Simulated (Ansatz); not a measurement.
## Abstraction of H: C2H8OSi + CH6GeN → C2H7OSi + CH7GeN

Gas-phase species: C2H8OSi `CC[SiH2]O`, singlet; CH6GeN `C[N][GeH3]`, doublet; C2H7OSi `[CH2]C[SiH2]O`, doublet; CH7GeN `C[NH][GeH3]`, singlet. A radical takes H: the energy is the difference in strength between the C–H bond broken and the N–H bond made.

Shapes, held fixed at every level: PBE0-D4/def2-TZVP. Flexible molecules stand in one conformer, not always the lowest. Programs: Ansatz 0.2.0. The zero-point and thermal change to 298 K, harmonic and unscaled (PBE0-D4/def2-TZVP), is -0.6 kJ/mol.

```tsv
level	kind	ΔH(298 K) (kJ/mol)	less CCSD(T)/def2-TZVPP
MP2/def2-SVP	perturbation theory	-20.4	-10.4
HF/def2-SVP	Hartree–Fock	+4.4	+14.4
PBE0-D4/def2-TZVPP	global hybrid	-8.5	+1.5
r2SCAN0-D4/def2-TZVPP	global hybrid	-8.8	+1.2
B2PLYP/def2-TZVPP	double hybrid	-9.4	+0.6
CCSD/def2-SVP	coupled cluster or CI	-6.5	+3.5
CCSD(T)/def2-TZVPP	coupled cluster or CI	-10.0	0.0
```

The highest level, CCSD(T)/def2-TZVPP, gives ΔH(298 K) = -10.0 kJ/mol; the levels span -20.4 to +4.4. They disagree on the sign: 1 of 7 are positive. The column of differences is taken from that level and isn't an error. No measured value is set beside it here. Open shells run unrestricted. Relativity is left out for Ge. Outer-core shells of Ge are correlated, in sets that cover them unevenly.

Hydrogen transfer to the aminyl radical is mildly exothermic at every correlated level, so the N–H bond formed is somewhat stronger than the primary C–H bond broken. In simple dialkylamines the N–H bond is usually the weaker of the two. The reversal probably reflects the germyl group, which offers the aminyl centre less hyperconjugative stabilisation than an alkyl group would. The thermal term of -0.6 kJ/mol is too small to set the direction, which is therefore electronic in origin.

Hartree–Fock alone makes the reaction endothermic. Making the N–H bond pairs an electron close to the nitrogen lone pair, where the gain in correlation energy is larger than the loss on breaking a C–H bond. In the same basis, MP2 swings to -20.4 kJ/mol and CCSD returns to -6.5, which suggests that second-order theory exaggerates this imbalance. The further step to CCSD(T) changes both the basis and the treatment of triples, so it can't be assigned to either. The modest driving force says nothing about the abstraction barrier.
